\section*{An attempt that is wrong}

\textbf{Lecturer.} Your number for the $^5I_8\to{}^5F_3$ band of the Ho$^{3+}$ aquo ion at 77 K is wrong, and the fault is one line. Take me through it as you wrote it. First, what is water doing at 77 K?

\textbf{Student.} It is a vitrified solution, and I assume the first shell of water survives. I use the theory of Judd and Ofelt (1962). The odd part of the crystal field is $V=\sum_{tp}A_{tp}\sum_i r_i^tC^{(t)}_p(i)$ with $t$ odd and $C^{(t)}_p=\sqrt{4\pi/(2t+1)}\,Y_{tp}$. It mixes $4f^{9}n'l'$ into $4f^{10}$. Each excited configuration gets one denominator $\Delta_{n'l'}=E_{4f}-E_{n'l'}$, the same for initial and final state, so closure applies. The dipole $-e\sum_i r_iC^{(1)}_q(i)$ and $V$ act in either order. Recoupled to rank $\lambda$, the two orders differ by $(-1)^{1+t+\lambda}$, so odd $\lambda$ cancels and even $\lambda$ doubles:
\begin{equation}
D_q=-e\sum_{\lambda tp}(-1)^{\mu}(2\lambda+1)A_{tp}
\begin{pmatrix}1&t&\lambda\\ q&p&-\mu\end{pmatrix}\Xi(t,\lambda)\,U^{(\lambda)}_{\mu},\qquad \mu=p+q,
\label{eq:D}
\end{equation}
\begin{equation}
\Xi(t,\lambda)=2\sum_{n'l'}(-1)^{l+l'}(2l+1)(2l'+1)
\begin{Bmatrix}1&t&\lambda\\ l&l&l'\end{Bmatrix}
\begin{pmatrix}l&1&l'\\0&0&0\end{pmatrix}
\begin{pmatrix}l'&t&l\\0&0&0\end{pmatrix}
\frac{\langle 4f|r|n'l'\rangle\langle n'l'|r^t|4f\rangle}{\Delta_{n'l'}}.
\label{eq:Xi}
\end{equation}
Here $l=3$, and $U^{(\lambda)}$ is the sum of one-electron unit tensors with $\langle l\|u^{(\lambda)}\|l\rangle=1$. The Wigner--Eckart convention is
\begin{equation}
\langle J'm|U^{(\lambda)}_\mu|JM\rangle=(-1)^{J'-m}
\begin{pmatrix}J'&\lambda&J\\-m&\mu&M\end{pmatrix}\langle J'\|U^{(\lambda)}\|J\rangle .
\label{eq:WE}
\end{equation}

\textbf{Lecturer.} All sound. Go on.

\textbf{Student.} The line strength is $S=\sum_{qMm}|\langle J'm|D_q|JM\rangle|^2$. The sum over $M$ and $m$ kills cross terms in $\lambda$ and $\mu$ and leaves $1/(2\lambda+1)$. The sum over $q$ then kills cross terms in $t$ and leaves $1/(2t+1)$:
\begin{equation}
S=e^2\sum_{\lambda=2,4,6}\Omega_\lambda|\langle J'\|U^{(\lambda)}\|J\rangle|^2,\qquad
\Omega_\lambda=(2\lambda+1)\sum_{tp}\frac{|A_{tp}|^2\,\Xi(t,\lambda)^2}{2t+1}.
\label{eq:JO}
\end{equation}
The 6j symbol limits $\lambda$ to $2l=6$, and $\lambda=0$ connects no two different levels. The triangle $|J-J'|\le\lambda\le J+J'$ gives $|\Delta J|\le6$, and $0\leftrightarrow J$ only for $J=2,4,6$. For $8\to3$ only $\lambda=6$ survives, and the magnetic dipole cannot bridge $\Delta J=5$.

\textbf{Lecturer.} Still sound. Now the temperature.

\textbf{Student.} The field splits $^5I_8$ into Stark states $|i\rangle$ with populations $p_i$. Each state has strength $s_i=\sum_{qm}|\langle J'm|D_q|i\rangle|^2$, and I wrote
\begin{equation}
s_i=\frac{S}{2J+1}\ \text{for every } i,\qquad\text{hence}\qquad \sum_ip_is_i=\frac{S}{17}\qquad\text{(wrong)}.
\label{eq:wrong}
\end{equation}
I define the oscillator strength $f$ by the integrated cross-section $\int\sigma\,d\nu=e^2f/(4\varepsilon_0m_ec)$. In a medium of index $n$, with the Lorentz local field,
\begin{equation}
f=\frac{8\pi^2m_ec\,\tilde\nu}{3he^2}\,\chi\sum_ip_is_i,\qquad \chi=\frac{(n^2+2)^2}{9n}.
\label{eq:f}
\end{equation}
My approximate inputs are $\tilde\nu=2.06\times10^{6}$ m$^{-1}$ (485 nm), $n=1.34$, $|\langle{}^5F_3\|U^{(6)}\|{}^5I_8\rangle|^2=0.346$, and a typical room-temperature $\Omega_6=3.1\times10^{-24}$ m$^2$. Then $\chi=1.195$, $S=2.75\times10^{-62}$ C$^2$m$^2$, and
\begin{equation}
f_{\rm wrong}(77\ \mathrm{K})=1.68\times10^{-6},
\end{equation}
the same at every temperature. The populations add to one, so they drop out. I don't see the fault.

\section*{The symptom}

\textbf{Lecturer.} Give the ion a shape. Eight waters in a square antiprism, $D_{4d}$, is a common idealisation for the heavier lanthanide aquo ions. Which $A_{tp}$ exist?

\textbf{Student.} The fourfold axis makes $p$ a multiple of 4. The lower square is the upper one reflected and turned by $\pi/4$, which multiplies a term by $(-1)^{t+p}e^{ip\pi/4}$. That must be $+1$. For even $t\le6$ only $p=0$ is left. For odd $t\le7$ only $p=\pm4$, so $t=5$ and $7$.

\textbf{Lecturer.} Two consequences. Within $J=8$ the even field is axial, so the Stark states are $|M\rangle$, with $\pm M$ degenerate. And $\mu=p+q$ takes only $|\mu|=3,4,5$. Now apply your line to the neighbouring $^5I_8\to{}^5F_2$ band, also pure $\lambda=6$, for an ion in $M=0$.

\textbf{Student.} The final $m=M+\mu$ needs $|m|\le2$, so $|\mu|\le2$. There is no such component. The state is dark. So is $M=\pm8$, which would need $|\mu|=6$.

\textbf{Lecturer.} And \eqref{eq:wrong} gives each of those three states $S/17$. That is the symptom: your formula hands a finite strength to states for which every matrix element of \eqref{eq:D} vanishes. A second sign is the divisor. It counts seventeen states as present at any temperature, in a multiplet that is typically a few hundred kelvin wide in $E/k_B$.

\section*{The faulty line}

\textbf{Student.} I took \eqref{eq:wrong} from atomic spectroscopy, where it is a theorem:
\begin{equation}
\sum_{qm}\begin{pmatrix}J'&1&J\\-m&q&M\end{pmatrix}^2=\frac{1}{2J+1}\quad\text{for every }M.
\label{eq:atom}
\end{equation}

\textbf{Lecturer.} It is a theorem for an operator whose three components form a complete rank-1 tensor in the space of $J$. The sum then runs with equal weight over all components, and $\sum_qD_q^\dagger P_{J'}D_q$, with $P_{J'}$ the projector on the final level, is a scalar. Look at \eqref{eq:D}. In the space of $J$ the operator has rank 6, and its thirteen components come with weights set by the $A_{tp}$. With equal weights $1/13$ the analogue of \eqref{eq:atom} would hold. Here seven of the thirteen weights are zero.

\textbf{Student.} But a glass is isotropic. Averaging over orientations should restore the equal weights.

\textbf{Lecturer.} It averages the light's polarisation over the axes of the complex. That is the sum over $q$ and the factor $1/3$ in \eqref{eq:f}. It does not turn $M$ against the ligands. The axis that quantises $M$ and the axis that fixes $p=\pm4$ are the same axis, and they rotate together. Go back to your derivation of \eqref{eq:JO}. Which sum removed the cross terms?

\textbf{Student.} The unweighted sum over $M$. So $\sum_is_i=S$ is true. It fixes the mean of the $s_i$ and says nothing about each one.

\textbf{Lecturer.} That is the whole slip. Write $s_i=w_iS/(2J+1)$, with the mean of $w_i$ equal to one. Then
\begin{equation}
\sum_ip_is_i=\frac{S}{2J+1}R(T),\qquad R(T)=\frac{\sum_iw_ie^{-E_i/k_BT}}{\sum_ie^{-E_i/k_BT}}.
\label{eq:R}
\end{equation}
In general $R=1$ needs equal populations or equal $w_i$. The selection rules on $J$ survive, because every term still carries a reduced element of $U^{(\lambda)}$. The plain sum of squares in \eqref{eq:JO} does not.

\section*{The mended calculation}

\textbf{Lecturer.} Keep only the $4f^95d$ configuration for now. The symbol with $l'=2$, $t$, $l=3$ in \eqref{eq:Xi} needs $t\le5$, so $t=5$, $p=\pm4$ is all there is, and hermiticity makes $|A_{54}|=|A_{5,-4}|$. Find the weights.

\textbf{Student.} For given $q$ the two values of $p$ give different $\mu$, so from a pure $|M\rangle$ they reach different $m$ and do not interfere. The normalised weights for $k=|\mu|$ are
\begin{equation}
c_k=11\begin{pmatrix}1&5&6\\k-4&4&-k\end{pmatrix}^2,\qquad c_3=\tfrac{1}{26},\quad c_4=\tfrac{10}{39},\quad c_5=\tfrac{55}{78},
\end{equation}
and they add to one. Since $8=6+3-1$, the other symbol has a closed form:
\begin{equation}
\Gamma_M(\mu)\equiv17\begin{pmatrix}6&3&8\\ \mu&m&-M\end{pmatrix}^2
=\frac{(\mu-2m)^2}{36}\,\frac{\binom{12}{6+\mu}\binom{6}{3+m}}{\binom{16}{8+M}},\qquad m=M-\mu,
\end{equation}
and zero for $|m|>3$. Reordering columns and reversing all projections leaves the square unchanged, so this is the symbol of \eqref{eq:WE} for the component $-\mu$. Each $p$ carries half of $S$, and $\sum_M\Gamma_M(\mu)=17/13$, so
\begin{equation}
w_M=\frac{13}{2}\sum_{k=3}^{5}c_k\,[\Gamma_M(k)+\Gamma_M(-k)],\qquad \sum_{M=-8}^{8}w_M=17.
\label{eq:w}
\end{equation}
For $M=0$ only $k=3$ contributes, with $\Gamma_0(\pm3)=1/26$, so $w_0=1/52$. I had put it equal to one.

\textbf{Lecturer.} Now energies. Put the ligands at the polar angle with $\cos^2\theta=1/3$. There $P_2=0$, $P_4=-7/18$ and $P_6=2/9$. For negative ligands the axial field of rank $\kappa$ on an electron has the sign of $P_\kappa$. The sign of the operator-equivalent factor follows from the state $M=8$ in LS coupling: seven electrons of one spin form a sphere and three occupy $m_l=3,2,1$. Their summed $\langle C^{(4)}_0\rangle$ is $-1/11$ and $\langle C^{(6)}_0\rangle$ is $-50/429$, while both Stevens polynomials are positive at $M=8$. Both factors are negative, so the fourth-rank coefficient is positive and the sixth-rank one negative. For $J=8$,
\begin{align}
O_4^0&=35M^4-2135M^2+15120,\\
O_6^0&=231M^6-21945M^4+506814M^2-1663200,\\
E_M/k_B&=(3\ \mathrm{K})\,O_4^0/420-(1\ \mathrm{K})\,O_6^0/13860 .
\end{align}
The signs are derived. The magnitudes 3 K and 1 K are illustrative, chosen so that the multiplet has a width typical of Ho$^{3+}$ among oxygen ligands.

\textbf{Student.} The lowest level is $M=\pm4$ at $-200$ K. Measuring $E$ from there, and with $P$ the population of the whole level, both signs of $M$ together:

\begin{center}
\begin{tabular}{ccccc}
$|M|$ & $E/k_B$ (K) & $w_M$ & $P$(77 K) & $P$(298 K)\\ \hline
4 & 0 & 1.167 & 0.436 & 0.207\\
5 & 18 & 1.708 & 0.345 & 0.195\\
3 & 98 & 0.611 & 0.122 & 0.149\\
6 & 161 & 1.833 & 0.054 & 0.120\\
2 & 249 & 0.241 & 0.017 & 0.090\\
8 & 252 & 1.528 & 0.017 & 0.089\\
7 & 330 & 1.337 & 0.006 & 0.068\\
1 & 378 & 0.066 & 0.003 & 0.058\\
0 & 428 & 0.019 & 0.001 & 0.025
\end{tabular}
\end{center}

\noindent The width of 428 K is $2.97\times10^{4}$ m$^{-1}$, or $5.56\,k_BT$ at 77 K. Equal populations would put 0.118 in every doublet. The partition sum is 4.59 at 77 K and 9.67 at 298 K, against my 17. From unrounded entries,
\begin{equation}
R(77\ \mathrm{K})=1.308,\qquad R(298\ \mathrm{K})=1.138 .
\end{equation}
The nearly dark levels $M=0,\pm1,\pm2$ lie high and empty first, so the band gains.

\textbf{Lecturer.} Notice the second value. With traceless energies, expanding \eqref{eq:R} gives $R\approx1-\sum_Mw_ME_M/(17k_BT)$, here $1+46.9\ \mathrm{K}/T$. The approach to one is slow, as $1/T$. At 298 K the width is still $1.44\,k_BT$, and this first order gives 1.158 against the full 1.138.

\textbf{Student.} Then I object from the other side. If $R$ is 1.138 in liquid water, why do three parameters describe room-temperature spectra at all?

\textbf{Lecturer.} Because the $\Omega_\lambda$ are fitted, and a fit absorbs the part of $R$ that the bands share. The part they do not share ends up in the residual. Do $^5F_2$. The coupling $8=6+2$ is stretched, so $\Gamma_M(\mu)=\binom{12}{6+\mu}\binom{4}{2+m}/\binom{16}{8+M}$, and \eqref{eq:w} stands.

\textbf{Student.} I get $R=1.010$ at 298 K and $0.964$ at 77 K. That band loses a little while $^5F_3$ gains.

\textbf{Lecturer.} There is a test that needs neither $\Omega_6$ nor the concentration. By \eqref{eq:wrong} the ratio of line strengths of $^5F_3$ to $^5F_2$ is a ratio of two reduced elements and cannot move. In the model it grows by a factor 1.20 between 298 K and 77 K. In practice $^5F_2$ must first be separated from the nearby $^3K_8$ band.

\section*{The size of the error}

\textbf{Student.} What do I multiply by, 1.308?

\textbf{Lecturer.} That depends on what your $\Omega_6$ means. It is a room-temperature number. Suppose it describes this band at 298 K. Then it equals $R(298\ \mathrm{K})$ times the parameter of \eqref{eq:JO}, which is $2.7\times10^{-24}$ m$^2$, and
\begin{equation}
f(77\ \mathrm{K})=f_{\rm wrong}\,\frac{R(77\ \mathrm{K})}{R(298\ \mathrm{K})}=1.149\,f_{\rm wrong}=1.9\times10^{-6}.
\end{equation}
Your value is 13 per cent low. Run backwards, an $\Omega_6$ extracted from this band at 77 K with your formula would exceed the 298 K one by 15 per cent, and you would report a change of structure on freezing that the model does not contain. If your $\Omega_6$ were the equal-population parameter, from a calculation of $A_{tp}$ and $\Xi$, the factor would be the full 1.308 and your value 24 per cent low. A fit over many bands need not absorb exactly the $R$ of this one, so the 13 per cent holds for the first reading only.

\textbf{Student.} You dropped things too. I pulled $\tilde\nu$ out of the sum over Stark lines, and $n$ changes on freezing.

\textbf{Lecturer.} Both are small. The transition energy is $2.96\times10^{4}$ K in temperature units, so the whole ground-state width is 1.4 per cent of it, and the centroid moves by less. For the index, $d\ln\chi/dn=4n/(n^2+2)-1/n=0.67$, so an assumed change of 0.03 in $n$ costs 2 per cent.

\textbf{Student.} And $t=7$, from $g$ orbitals?

\textbf{Lecturer.} That one rivals the effect. Alone it has weights $15\times$ the squared symbol with $t=7$, namely $55/91$, $33/91$ and $3/91$ for $k=3,4,5$. It gives $R=1.021$ at 77 K and $1.058$ at 298 K, a ratio of 0.97, so the change reverses. A mixture is worse than an average. The cross term between $t=5$ and $t=7$, which vanished in \eqref{eq:JO}, returns once populations differ, and it is linear in the small amplitude. Let $t=7$ supply a fraction $x$ of $\Omega_6$. Then
\begin{equation}
c_k=\left[\sqrt{11(1-x)}\begin{pmatrix}1&5&6\\k-4&4&-k\end{pmatrix}
\pm\sqrt{15x}\begin{pmatrix}1&7&6\\k-4&4&-k\end{pmatrix}\right]^2,
\end{equation}
with the sign set by $A_{74}\Xi(7,6)/A_{54}\Xi(5,6)$. For an assumed $x=0.1$ the ratio $R(77\ \mathrm{K})/R(298\ \mathrm{K})$ is 1.05 for one sign and 1.21 for the other. Your value is then 5 or 17 per cent low, and $f(77\ \mathrm{K})$ is 1.8 or $2.0\times10^{-6}$.

\textbf{Student.} So the third decimal in $R$ is arithmetic, not physics.

\textbf{Lecturer.} Yes. And the real ion is less tidy than $D_{4d}$. The antiprism forbids $t=1$ and $3$, so its static $\Omega_2$ is zero, whereas the aquo ion typically shows a small non-zero one. The shell is distorted, it fluctuates in the liquid, and some ions may hold nine waters. Distortion mixes the $M$ states and adds other $p$, which changes both columns that enter \eqref{eq:R}. A different level order could change the sign: as $T\to0$, $R$ tends to the $w$ of the lowest level, 1.167 here, but the table offers anything from 0.019 to 1.833. An oscillator strength between one and two times $10^{-6}$ is typical for this band in water, but $\Omega_6$ comes from fits to such spectra, so that scale tests nothing.

\textbf{Student.} Then what may I write down?

\textbf{Lecturer.} That \eqref{eq:JO} is a trace over the initial multiplet and gives a band intensity only when the populations are equal, which needs $k_BT$ large against the Stark width. That below this you need \eqref{eq:R}, with Stark energies and the separate $A_{tp}\Xi$, not three $\Omega_\lambda$. And that for the model antiprism, with $\Omega_6$ tied to the band at 298 K, the $^5F_3$ oscillator strength at 77 K is about $1.9\times10^{-6}$ where you had $1.68\times10^{-6}$: an underestimate of 13 per cent in the model, and of 5 to 17 per cent once a tenth of $\Omega_6$ is allowed to come from $t=7$.